Range-separated hybrids: the erf interaction, the missing cusp, and partial-wave convergence

Conventions and premises

Hartree atomic units are used (bohr, hartree Eh, μ in bohr⁻¹).

P1. The long-range Hamiltonian is H = Σ_i[−½∇_i² + v(r_i)] + Σ_{i<j} w(r_ij), with w(r) = erf(μr)/r. The local potential v (nuclei plus short-range Hartree-exchange-correlation potential) is real-analytic away from the nuclei.
P2. The partial-wave truncation at L keeps all orbitals of angular momentum l ≤ L about one centre, radially complete. N = L + 1.
P3. RPA means direct RPA on a closed-shell reference with local orbitals and positive excitation energies Δ_a.

(a) Two representations of w

From erf(a) = (2/√π)∫₀^a e^(−q²)dq with q = tr,
w(r) = (2/√π)∫₀^μ exp(−t²r²) dt = (2μ/√π)[1 − μ²r²/3 + μ⁴r⁴/10 − …]. (1)
The series converges for all r and contains only r² = r_x² + r_y² + r_z², so w is an entire function of the Cartesian components. Its Fourier transform is
w̃(k) = (4π/k²) exp(−k²/4μ²) > 0. (2)
Since ∫d³k kⁿ w̃(k) is finite for every n ≥ 0, every derivative of w is bounded, and w̃ > 0 makes w a positive kernel.

(b) Coalescence

Put r = r₁ − r₂ and R = (r₁ + r₂)/2. Then −½∇₁² − ½∇₂² = −∇_r² − ¼∇_R², and HΨ = EΨ reads
∇_r²Ψ = w(r)Ψ + S, (3)
where S collects −¼∇_R²Ψ, the kinetic terms of the other electrons, and all remaining potentials minus E. S is bounded at r = 0 when no nucleus (and, for the Coulomb interaction, no third electron) sits at R. Average over the direction of r, write Ψ̄ = Σ a_n rⁿ, and use ∇²rⁿ = n(n+1)r^(n−2).

Coulomb, w = 1/r: the r⁻¹ terms give 2a₁ = a₀, so Ψ̄/a₀ = 1 + r/2 + …, the cusp condition of Kato (1957).

erf: the right side of (3) has no r⁻¹ term, so 2a₁ = 0. The r⁰ terms give 6a₂ = w(0)a₀ + S̄(0), hence
Ψ̄/a₀ = 1 + [μ/(3√π) + S̄(0)/(6a₀)] r² + O(r⁴). (4)
The direct contribution of the interaction is μr²/(3√π); in the pair density |Ψ|² it is doubled. Unlike the cusp coefficient, the full r² coefficient is not universal, because S̄(0) enters at the same order.

Even powers. By (1) and P1, the Schrödinger equation is elliptic with analytic coefficients near such a point, so Ψ is analytic there (analytic regularity theorem) and has a Taylor series in the components of r. A homogeneous polynomial of degree n is a sum of terms rⁿY_lm with n − l even and non-negative. The spherical average keeps l = 0, so only even n survive in Ψ̄. For a singlet pair, exchange sends r → −r at fixed R and leaves the spatial function unchanged, so every term has even n and even l. For a triplet pair l is odd, and ∇²(rⁿY_lm) = [n(n+1) − l(l+1)]r^(n−2)Y_lm gives r^l[1 + w(0)r²/(4l+6)] in place of the Coulomb r^l[1 + r/(2l+2)].

Recovery of the cusp. To first order in w the interaction part f solves ∇²f = w, f(0) = 0, so f = (1/r)∫₀^r (r − s)erf(μs)ds:
f = [r/2 + 1/(4μ²r)]erf(μr) + exp(−μ²r²)/(2√π μ) − 1/(√π μ). (5)
For μr ≪ 1, f = μr²/(3√π) − μ³r⁴/(30√π) + …; for μr ≫ 1, f → r/2 − 1/(√π μ) + 1/(4μ²r). The cusp is rounded over a length 1/μ, so the limits r → 0 and μ → ∞ do not commute.

(c) Faster than any power

Take a central-field H₀, a pair in an s orbital φ, and g = w(r₁₂)φ(r₁)φ(r₂). Since g depends on the angles only through the angle between r₁ and r₂, both electrons carry the same l. Let P_l project on that l. It commutes with H₀, so the second-order energy splits into
E_l = −⟨g|P_l (H₀ − E₀)⁻¹|g⟩, l ≥ 1, (6)
and |E_l| ≤ ‖P_l g‖²/Δ, with Δ the smallest pair excitation energy. With Λ = L₁², the squared angular momentum of electron 1, P_l g = [l(l+1)]^(−j) P_l Λ^j g. Summing over l > L,
T(L) ≡ Σ_{l>L}|E_l| ≤ ‖Λ^j g‖² / {Δ [(L+1)(L+2)]^(2j)}. (7)
The angular derivatives annihilate φ(r₁), nuclear cusp included, and act on w alone. They produce bounded derivatives of w times powers of r₁, which a bound orbital makes square-integrable. So (7) holds for every j and T(L) falls faster than any power. Occupied orbitals with l > 0 add only finite derivatives of Y_lm. For 1/r₁₂ the argument fails at once: one derivative gives r₁₂⁻², whose square is not integrable in three dimensions.

(d) From second order to RPA

E_c = (1/2π)∫₀^∞ dν Tr[ln(1 + M) − M], M_ab(ν) = 4 d_a (ia|w|ib) d_b, d_a² = Δ_a/(Δ_a² + ν²), for one doubly occupied orbital i. M is positive by (2). For an s orbital M is block-diagonal in (l, m) of the virtual orbital, with 2l + 1 equal blocks, so E_c = Σ E_l^RPA. The term −½Tr M², with ∫₀^∞ d_a²d_b² dν = π/[2(Δ_a+Δ_b)], gives −2Σ(ia|w|ib)²/(Δ_a+Δ_b) = 2E_l ≡ −D_l. Each eigenvalue λ ≥ 0 obeys −λ²/2 ≤ ln(1+λ) − λ ≤ −(λ²/2)(1 − 2λ/3). The largest eigenvalue satisfies λ² ≤ Tr M² over one block ≤ 16Σ(ia|w|ib)²/(Δ_aΔ_b), and 1/(Δ_aΔ_b) = (1/Δ_a + 1/Δ_b)/(Δ_a+Δ_b) ≤ (2/Δ_l)/(Δ_a+Δ_b), with Δ_l the lowest excitation in channel l. Therefore
D_l(1 − 2λ_l/3) ≤ |E_l^RPA| ≤ D_l, λ_l² = 16D_l/[(2l+1)Δ_l]. (8)
As D_l → 0 the RPA increments approach 2E_l, and T_d = 2T bounds the RPA truncation error.

(e) An exactly summable pair

The rate needs a model. Take H₀ = Σ(−½∇² + ½ω²r²), Φ₀ = φφ with φ ∝ exp(−ωr²/2), Δ_l = lω. In oscillator units H₀ scales as ω and w as √ω, so E_l in hartree depends only on μ̃ = μ/√ω. Set ω = 1.

Step 1. With u = (r₁ − r₂)/√2 and U = (r₁ + r₂)/√2, H₀ separates, Φ₀ = π^(−3/2)exp[−(u²+U²)/2], and χ_n = Φ₀ L_n^(1/2)(u²) has energy E₀ + 2n. The Laguerre generating function gives
G_x ≡ Σ xⁿχ_n = (1−x)^(−3/2) exp(−ku²) Φ₀, k = x/(1−x).
Because r₁₂² = 2u², exp(−t²r₁₂²)Φ₀ = (1−x)^(3/2)G_x with k = 2t², x = 2t²/(1+2t²). Also exp[−τ(H₀−E₀)]G_x = G_(x exp(−2τ)).

Step 2. Since u² = (r₁²+r₂²)/2 − r₁·r₂, the angle θ enters as exp(k r₁·r₂) = Σ(2l+1) i_l(kr₁r₂) P_l(cos θ), with P_l(cos θ) the Legendre polynomial, i_l(a) = √(π/2a) I_λ(a), and λ = l + ½ in this step. In F_l = ⟨G_x|P_l|G_x′⟩ the angles give 16π²(2l+1). With A = 1 + (k+k′)/2, the r₂ integral follows from
∫₀^∞ r exp(−Ar²) I_λ(ar) I_λ(br) dr = (1/2A) exp[(a²+b²)/4A] I_λ(ab/2A),
and the r₁ integral, in ρ = r₁², from
∫₀^∞ exp(−Cρ) I_λ(Bρ) dρ = ξ^λ/√(C²−B²), ξ = [C − √(C²−B²)]/B,
with C = A − (k²+k′²)/4A and B = kk′/2A. Collecting factors,
F_l = 2(2l+1) ξ^λ / {[(1−x)(1−x′)]^(3/2) A √(kk′) √(C²−B²)}.
Now A(C+B) = (1+k)(1+k′) = 1/[(1−x)(1−x′)] and A(C−B) = 1+k+k′ = (1−z)/[(1−x)(1−x′)], z = xx′. With s = √(1−z), ξ = (1−s)/(1+s), √ξ = √z/(1+s), and
F_l(z) = 2(2l+1) ξ^l / [s(1+s)]. (9)
Test: Σ(2l+1)ξ^l = (1+ξ)/(1−ξ)² = (1+s)/(2s²), so ΣF_l = (1−z)^(−3/2), the full overlap.

Step 3. Write (H₀−E₀)⁻¹ = ∫₀^∞dτ exp[−τ(H₀−E₀)]. Then ∫dτ F_l(z e^(−2τ)) = ½∫₀^z F_l dz′/z′. From z = 4ξ/(1+ξ)², dz/z = (1−ξ)dξ/[ξ(1+ξ)], and s(1+s) = 2(1−ξ)/(1+ξ)², so F_l dz/z = (2l+1)ξ^(l−1)(1+ξ)dξ and the τ integral equals
K_l = ξ^l[1 + 1/(2l)] + ξ^(l+1)[1 − 1/(2l+2)]. (10)

Step 4. Insert (1) twice. With p₁ = √x, dp₁ = √2(1+2t²)^(−3/2)dt = √2(1−x)^(3/2)dt, so
|E_l| = (4/π)·½∫₀^m∫₀^m dp₁dp₂ K_l = (2/π)∫₀^(m²) dp ln(m²/p) K_l, m² = 2μ̃²/(1+2μ̃²),
because K_l depends only on p = p₁p₂ = √z. Put p = 1/cosh y: s = tanh y, ξ = e^(−2y), |dp| = sinh y/cosh²y dy, and the lower limit obeys cosh y₀ = 1 + 1/(2μ̃²), that is sinh(y₀/2) = 1/(2μ̃).

Step 5. In the sum over l ≥ N the 1/l terms telescope: ΣK_l = ξ^N[(1+ξ)/(1−ξ) + 1/(2N)] = e^(−2Ny)[coth y + 1/(2N)]. Multiplied by sinh y/cosh²y this is −(1/2N) d/dy[e^(−2Ny)/cosh y]. Integrate by parts against ln(cosh y/cosh y₀), which vanishes at y₀ and has derivative tanh y:
T(L) = (1/πN) ∫_(y₀)^∞ e^(−2Ny) sinh y/cosh²y dy, β ≡ 2y₀ = 4 arsinh(√ω/2μ). (11)

(f) Limits of (11)

Coulomb, μ → ∞, y₀ = 0. With sinh y/cosh²y = y − 5y³/6 + …,
T = [1/(4πN³)][1 − 5/(4N²) + …],
the (L+1)⁻³ law, with increments −(3/4π)(l+½)⁻⁴, the power found by Schwartz (1962).

Finite μ, fixed. The integral is governed by its lower limit:
T ≈ [sinh y₀/(2π cosh²y₀)] N⁻² e^(−βN), N → ∞. (12)
The decay is exponential with an N⁻² prefactor, so the apparent slope ln[T(L−1)/T(L)] approaches β + 2ln[(L+1)/L] and a fit to a pure exponential returns a value above β.

Uniform bound. From sinh y/cosh²y ≤ y,
T ≤ e^(−βN)(1 + βN)/(4πN³). (13)
For βN ≪ 1 the Coulomb law persists, and the exponential sets in at N ≈ 1/β. β falls monotonically as μ grows: β ≈ 2√ω/μ for μ ≫ √ω, and β ≈ 2ln(ω/μ²) for μ ≪ √ω.

(g) What depends on the orbital tail

At short range the first-order amplitude at relative momentum k is w̃(k)/k², so the energy beyond K is ∝ ∫_K d³k w̃²/k². For the Coulomb case this is ∝ K⁻³. A pair at distance r from the centre has l ≈ kr, which gives L⁻³ for any orbitals. For erf, w̃² adds exp(−l²/2μ²r²), to be weighted with |Φ₀(r,r)|².
Gaussian tail, weight exp(−2ωr²): the minimum of 2ωr² + l²/2μ²r² is 2l√ω/μ, the large-μ limit of β. This validates the estimate.
Exponential tail, φ ~ e^(−κr), weight e^(−4κr): the minimum lies at r* = (l²/4κμ²)^(1/3) and equals 6(κl/2μ)^(2/3). The true large-l behaviour of an atom is then a stretched exponential, with local slope
β_loc = 4(κ/2μ)^(2/3) l^(−1/3). (14)
This is still faster than any power, as (7) demands. The form exp(−βL) is exact, up to a power, for Gaussian tails and a description over a finite window of l for real orbitals, as used in the fits of Franck, Mussard, Luppi and Toulouse (2015).

(h) Range of validity

1. Equation (4) holds for μr ≪ 1, away from the nuclei, where Ψ keeps its electron-nucleus cusps.
2. Equation (7) holds at second order for a central field. Equations (8) to (13) hold for one s pair; several occupied shells couple the RPA channels and change the prefactors.
3. Equations (9) to (13) assume that occupied and virtual orbitals share one harmonic potential. A range-separated hybrid has non-local long-range exchange and other denominators; by (g) denominators affect the prefactor, while the exponent comes from w̃ and the orbital extent.
4. In a molecule l is defined per atom. A single-centre expansion would converge as a power because of the off-centre nuclear cusps. The cardinal number of an atom-centred basis raises radial and angular resolution together, so a rate in the cardinal number need not equal β.
5. The gain lasts while μ is below about 2N√ω. Any admixture of full-range Coulomb interaction in the correlation term restores an (L+1)⁻³ tail.

(i) Illustration: a valence pair of N₂, long-range RPA

One localised valence pair of N₂ is represented by the model of (e). Assumed input: ω = 0.64 Eh, chosen so that ⟨r²⟩ = 3/(2ω) = 2.34 bohr², a typical size for a nitrogen valence orbital. All results are the model's.

Coalescence: μ/(3√π) = 0.094 bohr⁻² at μ = 0.5 and 0.376 bohr⁻² at μ = 2. The curvature of the unperturbed pair function exp(−ωr²/4), part of S̄(0)/(6a₀), is −0.16 bohr⁻², of the same size.

Rates: √ω/2μ = 0.8 and 0.2, so y₀ = 1.465 and 0.397, and β = 2.93 and 0.795. For ⟨r²⟩ between 3.0 and 2.0 bohr² (assumed range) β spans 2.63 to 3.13 and 0.70 to 0.86.

Direct second-order truncation error T_d = 2T from (11), in mEh:

L | μ = 0.5 | μ = 2 | Coulomb
0 | 4.76 | 61.7 | 90.1
1 | 7.48×10⁻² | 7.03 | 16.0
2 | 1.88×10⁻³ | 1.37 | 5.26
3 | 5.82×10⁻⁵ | 0.339 | 2.32
4 | 2.02×10⁻⁶ | 0.0960 | 1.22

The slopes ln[T(3)/T(4)] are 3.36, 1.26 and 0.65; (12) gives β + 2ln(5/4) = 3.38 and 1.24 for the first two. The leading Coulomb term 1/(2πN³) is 1.27 mEh at L = 4.

Higher RPA orders, from (8) with D_l = T_d(l−1) − T_d(l): the bound 2λ_l/3 on the reduction is 13 % (μ = 0.5) and 45 % (μ = 2) for l = 1, and 0.9 % and 7.9 % for l = 2, decreasing further with l. The row L = 0 is therefore only an upper bound for RPA, while the rows L ≥ 1 carry over within about 0.9 % and 7.9 %.

Tail shape: a typical ionisation energy of N₂, 15.6 eV, gives κ = √(2I) = 1.07 bohr⁻¹. At l = 6, (14) gives β_loc = 2.3 (r* = 3.2 bohr) and 0.9 (r* = 1.3 bohr), against 3.2 and 0.8 from the same estimate, 2√ω/μ, for the Gaussian. The model thus overstates the decay rate at μ = 0.5 by roughly a third at this l, and by more at higher l; at μ = 2 the two are close in this window. The absolute entries refer to one pair. N₂ has five doubly occupied valence orbitals, and inter-orbital direct terms have the same sign, so the molecular values for L ≥ 1 are expected to be several times larger, of the order of five or more.

In the model, bringing the truncation error of the pair below 0.1 mEh takes L = 1 at μ = 0.5, L = 4 at μ = 2, and L = 11 with the Coulomb interaction.